Question

The table gives the energy needed to remove one electron from singly charged second-period ions. The ionisation energy IE is the local spin-density (LDA) total energy of the 2+ ion less that of the 1+ ion. The quantity −ε is the negative of the highest occupied LDA eigenvalue of the 1+ ion, and ⟨r⟩ is the mean radius of that level. The Dirac-Fock column comes from a B-spline radial atomic code (Dirac-Coulomb Hamiltonian, without Breit or QED terms). It is also an energy difference, taken between averages over all states of each configuration, without correlation.

Singly charged second-period ions in NIST's ground configurations. Quantum ESPRESSO 7.5 (ld1.x): all-electron scalar-relativistic LDA-PZ, spin-polarised, spherical, open shells at highest spin, point nucleus. Dirac-Fock: B-spline radial atomic code version 1, Dirac-Coulomb, Fermi nucleus, configuration average; both ionisation energies are total-energy differences.

```
species   Z  electrons  configuration  electron removed from  ionisation energy (eV)  −ε(highest occupied) (eV)  highest level mean radius (bohr)  highest level  NIST table (eV)  kind of table value  computed less table (eV)  IE, Dirac-Fock (eV)
    Be+   4          3       [He] 2s1                     2s                 18.2543                     14.301                            2.2650          2s up         18.21115             measured                    0.0431               18.129
     B+   5          4       [He] 2s2                     2s                 24.5764                     19.417                            1.7874             2s         25.15483             measured                    -0.578               23.452
     C+   6          5   [He] 2s2 2p1                     2p                 24.6561                     17.782                            1.4799          2p up        24.383143             measured                     0.273               24.043
     N+   7          6   [He] 2s2 2p2                     2p                 30.1032                     22.054                            1.2488          2p up         29.60125       semi-empirical                     0.502               28.067
     F+   9          8   [He] 2s2 2p4                     2p                 35.2437                     26.259                            1.0108        2p down         34.97081             measured                     0.273               36.550
    Ne+  10          9   [He] 2s2 2p5                     2p                 41.6231                     31.406                           0.89299        2p down         40.96297             measured                     0.660               41.031
```

(a) Rank by size the errors and corrections that separate these levels of theory from the NIST values.
(b) Explain why −ε is so far from IE, and how the gap scales.
(c) The Dirac-Fock error changes sign between N+ and F+ and nearly vanishes for Ne+. Explain this, estimate the responsible effect for F+, and predict its sign for a 2p³ ion.
(d) Both calculations give the wrong sign for the step from B+ to C+. Why?
(e) Advise on a level of theory for accuracies of 1 eV, 0.1 eV and 0.01 eV, with rough costs.

Model answer

(a) The scales run from about 10 eV down to about 0.0001 eV. The raw LDA eigenvalue falls short of NIST by 4 to 10 eV. Averaging over terms shifts Dirac-Fock values by 1 to 3 eV where an ion has two, three or four 2p electrons, and neglect of correlation costs up to about 1.7 eV. The LDA energy difference is off by 0.04 to 0.7 eV. Fine-structure splittings are about 0.1 eV at most and shrink towards C+: the Dirac-Fock 2p1/2 and 2p3/2 orbital energies of F+ differ by 0.077 eV. Breit, QED and recoil terms together lower the Dirac-Fock values by 0.006 eV at most. The NIST uncertainties, including that of the semi-empirical N+ value, are about 0.0001 eV or less.

Relativity does not explain the disagreement of the two columns, which runs from −1.3 eV (F+, LDA less Dirac-Fock) to +2.0 eV (N+). Both contain the scalar part, whose relative scale (Zα)² is 0.0009 for Be and 0.0053 for Ne, and the spin-orbit part cancels to first order in a configuration average. This is an argument from scale, since relativity was not switched off in either calculation.

(b) Janak's theorem says that the eigenvalue is the slope of the total energy with respect to the occupation n of the level, ε(n) = ∂E/∂n, so that

IE = −∫ ε(n) dn, taken over the one electron that is removed.

In the limit of the exact functional E is a straight line between whole electron numbers, ε is constant, and −ε = IE. In LDA the electron feels part of its own charge, so the level deepens as it is emptied. With a constant curvature U,

ε(n) = ε(full) − U × (fraction removed)
IE = −ε(full) + U/2

The gap IE − (−ε) is then half a screened Coulomb repulsion within one level, and a repulsion within a cloud of size ⟨r⟩ goes as 1/⟨r⟩. F+ shows the size. Its 2p down level lies at −26.26 eV, and the same level, empty, lies at −44.52 eV in the LDA run for F2+, so U ≈ 18.3 eV and U/2 ≈ 9.1 eV, against an actual gap of 35.24 − 26.26 = 8.98 eV. The bare 2p repulsion integral F⁰ of F+ in Dirac-Fock is 25.8 eV; local exchange and the contraction of the other electrons are the standard reasons for U to be smaller than this.

A least-squares fit of gap = c/⟨r⟩ to all six rows gives c = 9.4 eV bohr with a root-mean-square misfit of 0.36 eV relative to the LDA energy differences, and a straight line through log gap against log ⟨r⟩ has slope −1.0. The worst rows are C+ and N+, where the model gap is 0.53 eV too small; these are the two rows whose radius belongs to a 2p up level, the others being 2s or 2p down. Multiplying −ε by one fitted factor (1.33, least squares, same six rows) does worse, with a misfit of 0.80 eV, because −ε/IE moves between 0.72 and 0.79.

A constant U also implies that the mean of −ε before and after ionisation equals IE. It does so to 0.21 eV for N+ and 0.15 eV for F+, but it is 0.64 eV too low for B+. Theory gives the sign of that failure. In B2+ the down-spin valence density is gone, and the local exchange potential varies as the cube root of the spin density. The average of n^(1/3) from 0 to 1 is 3/4, while the mean of its end values is 1/2, so the end points understate the exchange binding. The correlation potential of the emptied spin channel works against this, and the two parts of the 0.64 eV were not separated. The theorem itself holds only approximately in a scalar-relativistic density, presumably to the order of (Zα)².

Hartree-Fock is the opposite case. Exchange cancels the self-repulsion exactly, and the orbital energy exceeds the energy difference by the relaxation of the remaining electrons. The excess is 0.001 eV for Be+, where only a stiff 1s² core is left, and rises row by row to 2.6 eV for Ne+.

(c) Be+ is the clean limit: one electron outside a closed core, a single term and no valence partner. Dirac-Fock is 0.08 eV low there. Once two or more 2p electrons or holes are present, the configuration splits into terms, NIST refers to the lowest, and the column refers to the average. For p² the Slater-Condon energies, with F² the quadrupole repulsion integral of the 2p shell, are

³P: F⁰ − (5/25)F², ¹D: F⁰ + (1/25)F², ¹S: F⁰ + (10/25)F²

and the weights 9, 5 and 1 give the average

F⁰ + [(−45 + 5 + 10)/15] F²/25 = F⁰ − (2/25)F².

The ground term ³P lies (3/25)F² below the average. In p³ the ⁴S term has three parallel pairs and lies (9/25)F² below; p⁴ mirrors p²; p¹ and p⁵ have one term only. With D the depth of the ground term below the average,

IE(ground terms) = IE(average) + D(1+ ion) − D(2+ ion).

The shift is +0.12 F² for N+ (p² to p¹), −0.24 F² for F+ (p⁴ to p³), −0.12 F² for Ne+ (p⁵ to p⁴), and zero for Be+, B+ and C+.

For F+ the Dirac-Fock run gives F² = 11.69 eV, and nothing is fitted:

shift = (0.12 − 0.36) × 11.69 = −2.80 eV
IE = 36.55 − 2.80 = 33.75 eV
error = 33.75 − 34.97 = −1.2 eV

The 2+ ion is more compact. Scaling F² by the Slater screened charge (Z − 1.7 − 0.35 for each other n = 2 electron, which gives 5.55 for F+ and 5.90 for F2+) raises it to 12.42 eV in F2+, so the shift becomes 1.40 − 4.47 = −3.07 eV and the error −1.5 eV. The shift is therefore about −3 eV, uncertain by a few tenths. For N+ and Ne+, F² was scaled from the F+ value either by 1/⟨r⟩ or by the Slater charge; both ways give about +1.1 eV and −1.6 to −1.7 eV.

After the shift all six Dirac-Fock values lie below NIST, as they should if what remains is correlation, because the ion with more electrons has more correlation energy to lose. The remainders fall in two groups. Where the departing electron shares its orbital with a partner of opposite spin (B+, F+, Ne+) the mean is about −1.5 eV; where it is unpaired (Be+, C+, N+) the mean is about −0.3 eV. Exchange already keeps parallel electrons apart, so Hartree-Fock errs most for opposite spins in the same region, but this is only part of the grouping. The B+ remainder is mostly the 2s²–2p² mixing of part (d). For C+ and N+ the same mixing is stronger in the 2+ ion, which has one more empty 2p place, so it lowers the true ionisation energy and cancels much of the correlation of the departing electron; their small remainders are partly cancellations too. The ground terms of p³, p⁴ and p⁵ have no partner of the same symmetry for this mixing, so F+ and Ne+ lack that offset. The +0.07 eV error of Ne+ is thus the sum of about +1.6 eV from averaging and about −1.5 eV from neglected correlation. The mean absolute error over the six rows does not improve (0.88 eV before, 0.9 eV after), but the scatter becomes systematic.

For a 2p³ ion the process is p³ to p² and the shift is (0.36 − 0.12)F² = +0.24 F². The averaged value should lie 2 to 3 eV below the ground-term value, and correlation adds to that error with the same sign.

Spin-polarised LDA escapes most of this, because in a p shell the state of highest spin belongs to one term only, the Hund's-rule ground term. The step from N+ to F+ tests it. It spans two units of Z and crosses the half-filled shell, yet NIST rises by only 5.37 eV, hardly more than the 5.22 eV of the single step from C+ to N+. LDA gives 5.14 eV, because the electron now leaves the down channel, which lies above the up channel (by 3.4 eV in N+ and 7.0 eV in F2+). Averaged Dirac-Fock gives 8.48 eV, and the term shift brings this to 4.3 to 4.5 eV.

(d) The electron leaves 2s in B+ and 2p in C+. NIST falls by 0.77 eV, LDA rises by 0.08 eV and Dirac-Fock by 0.59 eV. The numbers place most of the fault in B+, which is 0.58 eV low in LDA and 1.70 eV low in Dirac-Fock; in LDA the C+ value, 0.27 eV high, adds the rest. The standard cause is near-degeneracy. In the hydrogenic limit 2s and 2p coincide, so the 2s² pair mixes strongly with 2p² and gains an energy that vanishes when one of the two electrons is removed. A single configuration has none of this mixing, and a correlation energy drawn from the uniform electron gas has no means of detecting it. The gain should grow with nuclear charge, faster than local correlation does, and the LDA run for C2+, also 2s², agrees in direction: 46.98 eV against the NIST 47.89 eV, an error of −0.91 eV. Two ions support the argument without proving it.

(e) For 1 eV, the spin-polarised LDA energy difference serves in all six rows, with a largest error of 0.66 eV (Ne+) and a largest relative error of 2.3 % of the NIST value (B+). It takes two self-consistent runs in a local potential. The raw eigenvalue saves one of them and is up to 27 % low; adding c/⟨r⟩ brings all six rows within 1 eV of NIST, but only just for Ne+, where the misfit adds to the LDA error and gives 0.96 eV. The misfit works against that error for B+, C+ and N+, and since c was fitted to these same rows the saving is a poor trade. Averaged Dirac-Fock meets 1 eV in three rows only, with or without the term shift. It costs more per iteration, since exchange couples the orbitals pair by pair and each has two radial components, while the term shift needs only one integral. Its orbital energy is no safer: for F+, 2.12 eV of relaxation adds to the 1.58 eV error of the difference and gives 3.70 eV.

Differences between neighbouring ions need more care than single values. The LDA errors of B+ and C+ have opposite signs, so the step is wrong by 0.08 + 0.77 = 0.85 eV. An ordering that rests on less than about 1 eV, across a change of shell, should not be taken from either level. Subtracting the mean LDA error of +0.2 eV would make B+ worse.

For 0.1 eV, neither level will do. LDA reaches it for Be+ alone, Dirac-Fock for Be+ and, by cancellation, Ne+. The need is for resolved terms, 2s²–2p² mixing and pair correlation, which means a configuration-mixing or coupled-cluster treatment whose cost grows formally as the sixth or seventh power of system size, against the third or fourth for the mean-field levels. For C+, N+, F+ and Ne+ the calculations also average over fine-structure levels while NIST gives the lowest; this should shift the values by hundredths of an eV or less, so it counts towards the 0.01 eV target rather than this one. Breit, QED and recoil matter only at 0.01 eV and below; they are cheap as corrections and pointless until correlation is converged.

Remarks on the reasoning

A mistake to avoid in (c) is to read the Dirac-Fock error as correlation alone. Correlation left out should make ionisation energies too small, so the +1.58 eV of F+ is the signal that the column describes a different state from the one measured. Checking which state a number refers to comes before judging the method, and a small error, as for Ne+, needs that check as much as a large one.

The errors, the steps, the 1/⟨r⟩ scaling, the relaxation energies and the Breit-QED-recoil terms are read from the calculations. The term shifts are derived, with frozen orbitals and with an F² computed for F+ alone, so the remainders assigned to correlation for N+, F+ and Ne+ are known to a few tenths of an eV, and their assignment is by elimination. The fitted c describes the LDA gap and has no claim to be a constant of nature.

One pattern in the LDA column has no tested cause. All four 2p errors are positive, and they pair by the filling of the spin channel: 0.273 eV for both C+ and F+, where the channel's only 2p electron leaves, and 0.50 and 0.66 eV for N+ and Ne+, where one of two leaves. The spherical density, which spreads each open-shell electron over three orbitals, may be responsible for the pairing, but not for the positive sign. Whole electrons in oriented 2p orbitals are not bound to lie below the spherical, fractional filling, but they are expected to where a spin channel holds a single 2p electron. For C+ and F+ that is the 1+ ion, their 2+ ions being spherical already, so their errors would grow; for N+ and Ne+ it is the 2+ ion, so theirs would shrink, and the two pairs would draw together. That is a guess about the pairing, which runs with non-spherical densities would test.
